**Problem.** In tin dioxide, one oxygen atom is replaced by nitrogen. Nitrogen brings one electron fewer than oxygen, so the neutral defect keeps one unpaired electron. The table lists atoms around it, with two measures of spin. The site moment is the surplus of majority-spin over minority-spin electrons in a sphere around the atom. The isotropic hyperfine constant A, which splits the lines of an electron spin resonance spectrum, depends, for a given kind of nucleus, only on the surplus exactly at the nucleus. The run used a plane-wave cutoff of 500 eV, with the PAW set named soft_2.

Ansatz 0.2.0, r2SCAN, plane waves (cutoff 500 eV) with the soft_2 PAW set, scalar-relativistic, spin-polarised, 4×4×4 k-mesh. Neutral 24-atom supercell of SnO2 with one O replaced by N and one unpaired electron, atoms fixed at previously relaxed positions. A, defined by H = A I·S, is from the contact spin density alone, with the core electrons responding.

| atom | like atoms | distance from the defect (Å) | site moment (muB) | mass number | isotropic hyperfine constant (MHz) |
| --- | --- | --- | --- | --- | --- |
| N9 | 1 | 0.03 | 0.71 | 14 | 45.1 |
| Sn5 | 2 | 2.06 | 0.00 | 119 | 333.0 |
| Sn1 | 1 | 2.10 | 0.00 | 119 | 320.3 |
| O17 | 1 | 2.63 | 0.00 | 17 | 5.8 |
| O13 | 4 | 2.90 | 0.01 | 17 | -2.7 |
| O10 | 1 | 3.19 | -0.01 | 17 | 4.3 |
| O19 | 2 | 3.42 | 0.00 | 17 | 0.8 |
| Sn3 | 2 | 3.60 | 0.00 | 119 | 8.5 |
| Sn2 | 1 | 3.78 | 0.00 | 119 | 42.0 |
| O18 | 1 | 4.11 | 0.00 | 17 | -1.5 |
| Sn7 | 2 | 4.24 | 0.00 | 119 | 17.4 |
| O11 | 2 | 4.73 | 0.00 | 17 | -0.5 |

**1. Where is the unpaired electron?**

It is mainly on the nitrogen, N9, whose site moment is 0.71 μB out of a total of 1 μB. All the oxygen atoms of the cell together hold about 0.1 μB, and about 0.2 μB lies between the spheres. The real defect may be more compact still, because functionals of this kind tend to spread defect states too far.

**2. Why, then, is A about seven times larger at the tin atom Sn5 than at nitrogen?**

Most of the spin on nitrogen must be in a 2p orbital: in the 2s orbital it would make A at N9 far larger than 45 MHz. A p orbital vanishes at its own nucleus. Only s electrons reach a nucleus, so A at N9 measures a slight spin surplus in the nitrogen s shells, not the 0.71 μB.

Two things raise A at tin. The nuclear g factor, to which A is proportional, is about five times as large in size for ¹¹⁹Sn as for ¹⁴N. And an s electron is several times denser at the heavy nucleus than at the light one. Together they mean that a full unpaired 5s electron on a free tin atom would give roughly 44 000 MHz in size, against roughly 1800 MHz for a 2s electron on nitrogen. The 333 MHz at Sn5 is therefore less than one per cent of a 5s electron.

*Remark.* A large A does not mark the home of the electron. Compared with what a full s electron of the same element would give, it tells only how much net spin is in the s shells. An electron in a p orbital shows itself in the direction-dependent part of the coupling, which is not in this table.

**3. What does the positive sign of A at tin mean?**

A is proportional to the nuclear g factor times the spin density at the nucleus. The g factor is roughly +0.40 for ¹⁴N but −2.1 for ¹¹⁹Sn. Dividing it out gives 45.1/0.40 ≈ 113 for N9 and 333/(−2.1) ≈ −159 for Sn5, in the same arbitrary unit. The spin density at the tin nucleus is thus about 1.4 times as large as that at nitrogen, and of opposite sign.

Minority spin prevails at Sn5. If the unpaired electron itself spent time in the tin 5s orbital, it would bring majority spin there. The sign shows that such a share, if there is one, is outweighed by something else.

**4. How does minority spin get to the tin nucleus?**

Most likely through the bonds, by spin polarisation. A tin–nitrogen bond holds two electrons of opposite spin. Exchange favours the one whose spin is parallel to that of the unpaired electron when it is close to nitrogen. That electron shifts towards nitrogen, and its partner is left with more weight on tin. The bond contains tin 5s character, so the imbalance reaches the nucleus.

The direct share can be small for a reason of symmetry. In this crystal structure an oxygen site and its three tin neighbours lie in one plane. If the singly occupied 2p orbital stands perpendicular to that plane, it has a node there and cannot mix with the 5s orbitals of these neighbours. The hydrogen atoms of the planar methyl radical carry minority spin for the same reason.

*Remark.* The table shows the signs; the mechanism and the orientation of the orbital are inferred. A 2p orbital lying in the plane could mix with the 5s orbital of at least one of these tin atoms, and would be expected to bring majority spin there. It fits the perpendicular orbital that all three nearest tin atoms carry minority spin at the nucleus, and that the largest oxygen moment in the table belongs to O13, which lies off the plane. The orbital itself was not plotted, nor was it tested whether another spin arrangement is lower in energy.

**5. Does A at tin fall off as the inverse cube of the distance?**

Scale the value at Sn5 to the distance of Sn3: 333 × (2.06/3.60)³ ≈ 62 MHz. The calculation gives 8.5 MHz, seven times less. For Sn2, slightly farther out, the same rule gives 54 MHz against a computed 42 MHz.

The near agreement at Sn2 is no support for the rule. Sn2 lies equally far from two periodic copies of the nitrogen, and the rule applied to both would give about 108 MHz. Nor is there a reason for the rule to hold. The inverse cube describes how two magnetic dipoles act on each other through space, and that part of the coupling is not in this column. Contact density travels through bonds and orbital overlap, so direction and bonding path matter as well as distance.

*Remark.* Small contact densities may be wrong by as much as their own size. Even so, Sn3 stays far below the inverse-cube value. That Sn2 exceeds Sn3 is less secure, the more so because two nitrogen atoms act on Sn2 and only one is as close to Sn3.

**6. What changes if ¹⁴N is replaced by ¹⁵N?**

The electrons stay as they are, and only the nucleus changes. The g factor of ¹⁵N is about −1.4 times that of ¹⁴N, so A at nitrogen becomes 45.1 × (−1.4) ≈ −63 MHz. The nuclear spin also falls from 1 to 1/2, so nitrogen splits a line into two instead of three. The values at tin and oxygen do not change.

*Remark.* This separates the two factors in A. The isotope sets the g factor, and the chemistry sets the spin density.

**7. Which digits can be trusted?**

The difference of 13 MHz between Sn5 and Sn1 deserves no explanation. It is only 4 % of A, while forces of about 0.2 eV/Å remain on both atoms and the cell is under pressure. A modest shift of the atoms could change it. The common size of a few hundred MHz is more useful than either exact value, though it too rests on a functional that underestimates the polarisation of inner shells and on a calculation without spin–orbit coupling.

For the oxygen atoms in the table, whose constants are all below 6 MHz in size, even the signs are unsafe. O10 has a further problem. It lies 3.19 Å from the nitrogen, and the next periodic copy of the nitrogen is 6.38 Å away, so O10 sits halfway between two defects. Its value does not describe an isolated one.

The same doubt hangs over the more distant tin atoms. Sn2 lies 3.78 Å from the nitrogen and just as far from a periodic copy of it, so two defects act on it alike. If their effects simply add, a single nitrogen would give about half of the 42 MHz. A calculation in a larger cell would test this.
